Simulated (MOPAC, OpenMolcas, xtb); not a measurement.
A ladder of methods for InNH2Cl (SMILES [NH2][In][Cl])

The species is InNH2Cl (5 atoms), meant as a doublet with charge 0. As SMILES, `[NH2][In][Cl]`. The coordinates come from a PBE0-D4/def2-TZVP relaxation. This is one conformer, not always the lowest.

```csv
atom,x (Å),y (Å),z (Å)
N,-0.1426,0.8086,-0.4939
In,-0.4116,-1.2178,-0.1533
Cl,1.3915,-2.2115,1.0187
H,-0.9997,1.2838,-0.7567
H,0.2123,1.2632,0.3438
```

Each level gives the dipole moment (D). The values are calculated.

```tsv
level	kind	program	value (D)	CPU time
AM1	semi-empirical	MOPAC	4.04	under 2 s
GFN0-xTB	semi-empirical	xtb	5.43	under 2 s
UHF/def2-SVP (core potential)	Hartree–Fock	OpenMolcas	3.69	5.7 s
USVWN5/def2-SVP (core potential)	LDA	OpenMolcas	3.10	19 s
UBLYP/def2-SVP (core potential)	GGA	OpenMolcas	3.04	26 s
UTPSS/def2-SVP (core potential)	meta-GGA	OpenMolcas	3.28	38 s
UBHLYP/def2-SVP (core potential)	global hybrid	OpenMolcas	3.45	25 s
UM06-2X/def2-SVP (core potential)	hybrid meta-GGA	OpenMolcas	3.41	34 s
```

The values span 3.04 to 5.43 D. Magnitudes only. CPU times are rough (shared hosts, several kinds of processor): they show what a rung costs within a factor of a few.

Every level makes InNH2Cl strongly polar, as expected for an electropositive indium bound to chlorine and an amido nitrogen. Because the N–In–Cl unit is bent, the two bond dipoles partly reinforce each other. Formally this is an In(II) radical, and its unpaired electron probably occupies an indium 5s/5p hybrid pointing away from the ligands, which would offset part of that bond polarity.

Among the Hartree–Fock and density-functional results, the dipole is smallest with BLYP (3.04 D) and largest with Hartree–Fock (3.69 D), with both hybrids in between, probably because exact exchange favours more localised, ionic In–ligand bonding. The ordering is not purely one of exchange fraction: TPSS, which has none, lies clearly above the LDA and BLYP, and M06-2X falls slightly below BHLYP despite its somewhat larger share. Both semi-empirical values exceed all the others, and GFN0-xTB is a clear outlier at 5.43 D. With a single small basis lacking diffuse functions, the closeness of the two hybrids does not establish a converged dipole.
